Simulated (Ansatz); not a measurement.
A series in volume scale on SrMg

All results are calculated (Ansatz 0.2.0). Periodic Kohn-Sham DFT of a crystal at fixed atoms, scaled to volume_scale times the given cell; pressure positive in compression, energy less spherical unpolarised free atoms, largest_vzz the field gradient of largest size among the nuclei.

The cell before it is scaled or strained (space group Pm-3m, No. 221):
```
cell vectors (Å)
   3.9000     0.0000     0.0000
   0.0000     3.9000     0.0000
   0.0000     0.0000     3.9000
atoms (fractions of the cell vectors)
Sr  0.50000  0.50000  0.50000
Mg  0.00000  0.00000  0.00000
```

Settings of every row: method frozen-core PAW; functional LDA; relativity scalar; k mesh 9x9x9; filling fermi-dirac; smearing width 0.05 eV; wave cutoff 420 eV; paw set soft_2.

Atom start moment: 0 on all atoms.

Limits: PAW files made with PBE.

```csv
row,volume scale,V (Å³/atom),pressure (GPa)
1,0.94,27.88,5.837
2,0.96,28.473,4.959
3,0.98,29.066,4.157
4,0.99,29.363,3.783
5,1,29.659,3.425
6,1.01,29.956,3.083
7,1.02,30.253,?
8,1.04,30.846,2.144
9,1.06,31.439,1.582
```

Question: what pressure should row 7 give?

Worked fit of pressure. Take u = (V_r/V)^(2/3) − 1 with V_r = 29.511 Å³ an atom, which is twice the finite (Eulerian) strain; such expansions in the strain, on which the Birch-Murnaghan equation of state is built, carry the rest volume and the bulk modulus. The shown rows have u = 0.03863, 0.02416, 0.01018, 0.00336, -0.00333, -0.00993, -0.02907, -0.04131. Least squares give pressure = 3.6021 + 53.367 × u + 112.42 × u² + 100 × u³ GPa; a parabola predicts inner rows, each left out in turn, worse (root mean square 0.0016 against 0.0008 GPa). The rows lie off it by 0.000, 0.001, 0.000, 0.000, -0.001, 0.000, 0.001, 0.000. The withheld row has u = -0.01642, so the fit gives 3.6021 + 53.367 × (-0.01642) + 112.42 × (-0.01642)² + 100 × (-0.01642)³ = 2.756 GPa.

The calculation gave 2.756 GPa. The fit meets it to the printed digit.
